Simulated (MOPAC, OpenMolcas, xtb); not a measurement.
How methods differ on AsF3 (arsenic trifluoride)

AsF3 has 4 atoms, charge 0, and is taken as a singlet. SMILES: `F[As](F)F`. The shape comes from GFN2-xTB, which is rough for such elements, and wasn't checked as a minimum.

Quantity: the dipole moment, in D. The values are calculated.

| level | kind | program | value (D) | CPU time |
| --- | --- | --- | --- | --- |
| AM1 | semi-empirical | MOPAC | 3.81 | under 2 s |
| PM3 | semi-empirical | MOPAC | 2.93 | under 2 s |
| GFN0-xTB | semi-empirical | xtb | 2.89 | under 2 s |
| GFN2-xTB | semi-empirical | xtb | 2.11 | under 2 s |
| BPBE/pcseg-0 | GGA | OpenMolcas | 2.84 | 2.6 s |
| BPBE/pcseg-1 | GGA | OpenMolcas | 2.72 | 4.5 s |
| BPBE/aug-pcseg-1 | GGA | OpenMolcas | 2.61 | 13 s |
| BPBE/pcseg-2 | GGA | OpenMolcas | 2.69 | 24 s |
| BPBE/aug-pcseg-2 (RICD fitting) | GGA | OpenMolcas | 2.60 | 25 s |

All-electron rows without a relativistic Hamiltonian named are non-relativistic. The values span 2.11 to 3.81 D. Without the sets that lack polarisation functions the rows with a basis span only 2.60 to 2.72 D. CPU times are rough (shared hosts, several kinds of processor): they show what a rung costs within a factor of a few.

The dipole of AsF3 reflects strongly polar As–F bonds in a pyramidal molecule, where the bond moments add along the axis while the arsenic lone pair, pointing away from the fluorines, partly opposes them. The result therefore depends on how well both the charge transfer and the outer lone-pair density are described.

Within BPBE, diffuse functions matter more than the step from pcseg-1 to pcseg-2: augmentation lowers the moment from 2.72 to 2.61 D in the smaller set and from 2.69 to 2.60 D in the larger. This probably reflects a lone pair freer to extend outward, which strengthens the opposing contribution.

The semi-empirical values fall on both sides of the BPBE results, with AM1 far above and GFN2-xTB well below, so they share no common direction of error. Since the geometry is common to all rows, the spread suggests differences in how the parametrised models distribute charge. The close agreement among the larger BPBE sets supports near-convergence with basis, but doesn't test the functional itself.
